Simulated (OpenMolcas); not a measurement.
## How basis sets differ on CHClFGeN (SMILES N#[C][GeH]([F])[Cl])

CHClFGeN has 6 atoms, charge 0, and is taken as a singlet. As SMILES, `N#[C][GeH]([F])[Cl]`. The coordinates come from a PBE0-D4/def2-TZVP relaxation.

```jsonl
{"atom": "N", "x (Å)": "-1.0369", "y (Å)": "-2.3070", "z (Å)": "0.0307"}
{"atom": "C", "x (Å)": "-0.5440", "y (Å)": "-1.2673", "z (Å)": "0.0401"}
{"atom": "Ge", "x (Å)": "0.2371", "y (Å)": "0.4779", "z (Å)": "0.1077"}
{"atom": "F", "x (Å)": "1.8960", "y (Å)": "0.2538", "z (Å)": "-0.2766"}
{"atom": "Cl", "x (Å)": "-0.6276", "y (Å)": "1.6481", "z (Å)": "-1.4239"}
{"atom": "H", "x (Å)": "0.1173", "y (Å)": "1.1304", "z (Å)": "1.4758"}
```

Quantity: the HOMO–LUMO gap, in eV. The values are calculated.

| level | kind | program | value (eV) | CPU time |
| --- | --- | --- | --- | --- |
| HF/ANO-RCC-MB (DKH2) | Hartree–Fock | OpenMolcas | 15.77 | 5.6 s |
| HF/STO-3G | Hartree–Fock | OpenMolcas | 18.06 | 2 s |
| HF/3-21G | Hartree–Fock | OpenMolcas | 15.66 | 2.7 s |
| HF/cc-pVDZ | Hartree–Fock | OpenMolcas | 15.65 | 9.1 s |

All-electron rows without a relativistic Hamiltonian named are non-relativistic. The values span 15.65 to 18.06 eV. A Hartree–Fock LUMO above zero doesn't converge with the basis: it sinks as sets grow more diffuse. Orbital gaps aren't excitation energies. Times are those of the runs behind each value, whatever else they computed, on shared processors of several kinds: orders of magnitude only.

The gap separates STO-3G, at 18.06 eV, from the other three sets, which lie close together. Basis size alone can't explain this, because ANO-RCC-MB is also minimal yet gives 15.77 eV, near the split-valence 3-21G and cc-pVDZ results. The shape of the contracted functions probably matters more. STO-3G imitates fixed Slater orbitals with few primitives and can't adjust their radial extent to the polar bonds around germanium, whereas atomic natural orbitals start from a much better description of the atoms. The scalar-relativistic treatment in the ANO row may also contribute, and the comparison doesn't isolate it.

The large gaps in all rows are characteristic of Hartree–Fock: an occupied orbital feels no repulsion from its own electron, while a virtual orbital feels the field of all the electrons, without screening by orbital relaxation or correlation. The near-equality of 3-21G and cc-pVDZ doesn't show that their frontier levels agree individually, since a common shift of HOMO and LUMO would cancel in the gap.
